## Appendix. Nearly degenerate hop rates from a displacement histogram: one-way hopping on W(211)

### The problem

On W(211) an adatom moves in a channel along a close-packed $\langle 111\rangle$ direction. With a lattice constant of approximately 3.165 Å the site spacing is $\sqrt3a/2=2.74$ Å. Sites are numbered along the direction of a bias. Each cycle starts with a W atom at site 1, beside an immobile marker atom in the neighbouring channel, holds the surface at 290 K for $t=30$ s, and records the final site. The counts for $N=1000$ cycles are made for this exercise and carry only mild scatter. The channel is open on both sides.

| site $n$ | $\le 0$ | 1 | 2 | 3 | 4 | 5 | 6 | 7 | 8 | 9 |
|---|---|---|---|---|---|---|---|---|---|---|
| count | 0 | 176 | 240 | 253 | 172 | 98 | 39 | 16 | 4 | 2 |

Sought are the rate $k_1$ out of site 1, the rate $k_2$ out of every other site, and whether they differ. Write $x_i=k_it$, $d=k_2-k_1$, $\delta=dt$, and $m=n-1$ for the displacement. The table gives $\langle m\rangle=1.989$, $\langle m^2\rangle=6.243$ and a variance $V=2.287$.

### Forward model

The occupation probabilities form a column vector with $\dot p=Kp$ and $p_n(0)=\delta_{n1}$; for an ensemble, $c_n=c_0p_n$. For single forward hops at one rate $k$, the first $M$ sites have $K=k(S-1)$, where $S_{n+1,n}=1$ and all other elements of $S$ vanish. Since $S^M=0$ and $S$ has rank $M-1$, the eigenvalue $-k$ is $M$-fold with one eigenvector, and $K$ is similar to a single Jordan block. No eigenvector basis exists, but $e^{Kt}=e^{-kt}\sum_{j<M}(kt)^jS^j/j!$ terminates, and its first column is

$$p_n=\frac{(kt)^{n-1}}{(n-1)!}\,e^{-kt}.\tag{1}$$

At fixed $t$ this is a Poisson distribution of $m$, with mean and variance $kt$. At fixed $n$, $kp_n(t)$ is the Erlang density of the arrival time at site $n+1$. From $\dot p_n=k(p_{n-1}-p_n)=0$ the maximum for $n\ge2$ lies at $t=(n-1)/k$, and Stirling's formula gives its height as nearly $[2\pi(n-1)]^{-1/2}$: for $n=3$, 0.282 against the exact 0.271.

For $k_1\ne k_2$, $p_1=e^{-x_1}$. With $\bar x=(x_1+x_2)/2$ the Bateman expression for site 2 becomes

$$p_2=x_1\frac{e^{-x_1}-e^{-x_2}}{\delta}=x_1e^{-\bar x}\,\frac{\sinh(\delta/2)}{\delta/2}=x_1e^{-\bar x}\Big[1+\frac{\delta^2}{24}+\frac{\delta^4}{1920}+\dots\Big].\tag{2}$$

Convolving the escape flux $k_1e^{-k_1s}$ with (1) for the remaining time $t-s$, and expanding $e^{ds}$, gives for $n\ge2$

$$p_n=x_1x_2^{\,n-2}e^{-x_2}\sum_{j=0}^\infty\frac{\delta^j}{(n-1+j)!},\tag{3}$$

which returns to (1) at $\delta=0$. Finally $d\langle m\rangle/dt=k_1p_1+k_2(1-p_1)$ integrates to

$$\langle m\rangle=q+x_2\Big(1-\frac{q}{x_1}\Big),\qquad q=1-p_1.\tag{4}$$

### Inversion

*One rate.* The maximum-likelihood estimate under (1) is $x=\langle m\rangle=1.989$, with standard deviation $\sqrt{x/N}=0.045$. It predicts 137 atoms at site 1, and the 176 found lie 3.6 binomial standard deviations (10.9 counts) higher. The ratio $V/\langle m\rangle=1.15$ should be 1 within $\sqrt{2/N}=0.045$. The single block is rejected.

*Two rates.* Site 1 gives $x_1=-\ln0.176=1.737$. With $q=0.824$, (4) gives

$$x_2=\frac{1.989-0.824}{1-0.824/1.737}=2.216,\qquad \delta=0.479.$$

Site 2 offers a second route. Dividing (2) by $x_1p_1$,

$$\rho\equiv\frac{p_2}{x_1p_1}=\frac{1-e^{-\delta}}{\delta},\qquad \ln\rho=-\frac{\delta}{2}+\frac{\delta^2}{24}-\dots$$

The data give $\rho=0.785$ and $\ln\rho=-0.242$, hence $\delta=6-\sqrt{36+24\ln\rho}=0.51$, the root that vanishes at $\rho=1$; without the quadratic term it would be 0.48. The expected counts are:

| site | 2 | 3 | 4 | 5 | 6 | $\ge7$ |
|---|---|---|---|---|---|---|
| data | 240 | 253 | 172 | 98 | 39 | 22 |
| one rate, (1) | 272 | 271 | 179 | 89 | 35 | 16 |
| two rates, (3) | 243 | 248 | 176 | 95 | 41 | 22 |

Site 1 and the mean were fitted and test nothing in the last row; the remaining shape lies within one binomial standard deviation throughout.

### Propagation of errors

The counts are multinomial, so $N\operatorname{var}p_1=p_1q=0.145$, $N\operatorname{var}\langle m\rangle=V$, and $N\operatorname{cov}(p_1,\langle m\rangle)=-p_1\langle m\rangle=-0.350$, because $m=0$ at site 1. Then $\sigma(x_1)=\sqrt{q/(Np_1)}=0.068$. Differentiating the solution of (4) gives $\partial x_2/\partial\langle m\rangle=\partial\delta/\partial\langle m\rangle=1.90$, $\partial x_2/\partial p_1=6.02$ and $\partial\delta/\partial p_1=6.02+1/p_1=11.70$. To first order $\sigma(x_2)=0.074$ and $\sigma(\delta)=0.11$. An excess in $p_1$ lowers $x_1$ and raises $x_2$, so both shifts add in $\delta$. The site-2 route, with $N\operatorname{cov}(\ln p_1,\ln p_2)=-1$, has $\sigma(\delta)=0.15$; it shares $p_1$ with the first route and is not independent of it. Dividing by $t$,

$$k_1=0.0579\pm0.0023\ \mathrm{s^{-1}},\quad k_2=0.0739\pm0.0025\ \mathrm{s^{-1}},\quad d=0.016\pm0.004\ \mathrm{s^{-1}}.$$

Rounding acts separately. If each exponential in the Bateman form of (2) has relative error $\epsilon$, the relative error of their difference is bounded by $\epsilon\coth(|\delta|/2)\approx2\epsilon/|\delta|$, that is about $\epsilon/|\delta|$ from each term. At $\delta=0.48$ the factor is only 4.2. The closed form of the sum in (3), $[e^\delta-\sum_{j<n-1}\delta^j/j!]/\delta^{n-1}$, amplifies by about $2(n-1)!/|\delta|^{n-1}$ at small $\delta$. This is $2\times10^{15}$ for $n=9$ and a trial $\delta=0.05$, nearly all the digits of double precision. A fit that passes near degeneracy should use the series, whose terms fall rapidly from the first for $|\delta|<1$.

### Uniqueness

*Within the model* the solution is unique: $q<x_1$ makes (4) linear in $x_2$ with positive slope, and $\rho=\int_0^1e^{-\delta u}du$ falls monotonically from $\infty$ to 0.

*Site 2 alone, with unknown normalisation,* does not suffice. A signal $s(t)\propto p_2$ has a shape even in $d$, so $k_1$ and $k_2$ can be exchanged. At times $\tau,2\tau,3\tau$ the second difference of $\ln(s/t)$ removes the scale and the mean rate and leaves $(d\tau)^2/12$ at leading order. For $\tau=15$ s, $d\tau=0.24$ and this equals 0.0048. A relative error $\sqrt{(1-p_2)/(Np_2)}=0.056$, taken for each of the three points, gives noise $\sqrt6$ times larger, 0.14. Only $|d|\tau\lesssim\sqrt{12\times0.14}=1.3$ would follow, and about $8\times10^5$ cycles per point would be needed for signal to equal noise. The histogram succeeds because $\rho$ is linear in $\delta$.

*Back hops* on a uniform chain make $m$ the difference of two Poisson variables, with mean $x_+-x_-$ and variance $x_++x_-$. Matching both moments needs $x_+=2.138$, $x_-=0.149$. The probability of site 0, $e^{-x_+-x_-}\sqrt{x_-/x_+}\,I_1(2\sqrt{x_+x_-})$ with $I_1$ the modified Bessel function, then puts 18 atoms there, and none is seen. In the two-rate model that probability is, to first order, $x_-(e^{-x_1}-e^{-x_2})/\delta=x_-p_2/x_1=0.138\,x_-$. Zero counts bound the expected number by $-\ln0.05\approx3$ at 95 % confidence, so $x_-<0.022$ and $x_-/x_2<0.010$. At this bound, estimated on the uniform chain, $\langle m\rangle$ falls by $x_-$ and $p_1$ rises by the fraction $x_-(x-1)$. These shift $\delta$ by about $-0.04$ and $+0.04$, each below $\sigma(\delta)$.

*Double jumps*, known to occur in these channels, are a real rival. On a uniform chain with single and double jumps, $x_s+x_d=-\ln p_1$ and $x_s+2x_d=\langle m\rangle$ give $x_d=0.252$, $x_s=1.485$. Site 2 would hold $Nx_sp_1=261$ atoms, only 1.6 binomial standard deviations (13.5 counts) above the data. The histogram does not exclude this reading, which would remove the whole of $\delta$. Cycles started far from the marker would decide: $V/\langle m\rangle$ is then 1 for single hops and $(x_s+4x_d)/(x_s+2x_d)=1.25$ with double jumps.

### Energies

With $k_BT=25.0$ meV and equal prefactors, the model's extra barrier at site 1 is $k_BT\ln(x_2/x_1)=6.1\pm1.4$ meV, conditional on single hops. One temperature cannot fix the prefactor. A typical $10^{13}\ \mathrm{s^{-1}}$ turns $k_2$ into a forward barrier of 0.81 eV, and a factor of ten in the prefactor moves it by 58 meV. Temperature and rates were chosen to reproduce a barrier typical of this system, so this number tests nothing. By detailed balance the empty site 0 requires an energy drop per site of at least $k_BT\ln(1/0.010)\approx0.12$ eV. This figure is the model's: the field gradients across a field-ion-microscope facet typically supply a few meV per site or less, so the one-way limit overstates the usual bias by more than an order of magnitude, and ordinary data on W(211) call for the two-way chain.